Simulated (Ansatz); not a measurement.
Ligand exchange: Cd(CH3)Cl + SiH2(OH)(SiH3) → Cd(CH3)(OH) + SiH2(SiH3)Cl

Species: Cd(CH3)Cl, singlet; SiH2(OH)(SiH3) (disilanol), singlet; Cd(CH3)(OH), singlet; SiH2(SiH3)Cl, singlet. The partners trade Cl for OH: Cd–Cl and Si–OH bonds give way to Cd–OH and Si–Cl.

Shapes, held fixed at every level: PBE0-D4/def2-TZVP. Flexible molecules stand in one conformer, not always the lowest. Programs: Ansatz 0.2.0. Electronic energies: no zero-point or thermal term.

Question: Estimate ΔE of this reaction.

Answer: The highest level, CCSD(T)/def2-TZVPP, gives ΔE = +105.1 kJ/mol; the levels span +97.4 to +106.9. The column of differences is taken from that level and isn't an error. No measured value is set beside it here. For atoms past krypton def2 sets carry core potentials with scalar relativity. Outer-core shells of Cd are correlated in most correlated rows, in sets that cover them unevenly.

```json
{"level": "SPW92/def2-TZVPP", "kind": "LDA", "ΔE (kJ/mol)": "+97.4", "less CCSD(T)/def2-TZVPP": "-7.7"}
{"level": "B3LYP-D4/def2-TZVPP", "kind": "global hybrid", "ΔE (kJ/mol)": "+105.7", "less CCSD(T)/def2-TZVPP": "+0.6"}
{"level": "PBE0-D4/def2-TZVPP", "kind": "global hybrid", "ΔE (kJ/mol)": "+105.5", "less CCSD(T)/def2-TZVPP": "+0.4"}
{"level": "wB97X-V/def2-TZVPP", "kind": "range-separated hybrid", "ΔE (kJ/mol)": "+106.9", "less CCSD(T)/def2-TZVPP": "+1.8"}
{"level": "B2PLYP/def2-TZVPP", "kind": "double hybrid", "ΔE (kJ/mol)": "+105.8", "less CCSD(T)/def2-TZVPP": "+0.7"}
{"level": "MP2/def2-TZVPP", "kind": "perturbation theory", "ΔE (kJ/mol)": "+101.7", "less CCSD(T)/def2-TZVPP": "-3.4"}
{"level": "CCSD(T)/def2-SVP", "kind": "coupled cluster or CI", "ΔE (kJ/mol)": "+106.3", "less CCSD(T)/def2-TZVPP": "+1.2"}
{"level": "CCSD(T)/def2-TZVPP", "kind": "coupled cluster or CI", "ΔE (kJ/mol)": "+105.1", "less CCSD(T)/def2-TZVPP": "0.0"}
```

The exchange is strongly uphill at every level, with ΔE = +105.1 kJ/mol from CCSD(T)/def2-TZVPP, so chloride belongs on cadmium and hydroxide on silicon. The main reason is the exceptional strength of the Si–O bond. Silicon is a hard, oxophilic centre, and its bond to oxygen is short and highly polar, reinforced by donation from the oxygen lone pairs into Si-centred σ* orbitals. Cadmium, softer and with a diffuse 5s valence shell, gains much less from replacing chloride by hydroxide, so the new Cd–O bond can't repay the loss of Si–O.

The hybrids and the double hybrid stay close to the coupled-cluster value, whereas LDA and MP2 make the reaction less endothermic, probably because their errors for the Si–O and Cd–O bonds cancel incompletely. That spread is far too small to threaten the sign. The result concerns isolated monomers; in solution or the solid, bridging hydroxide and chloride ligands on cadmium could shift the balance.
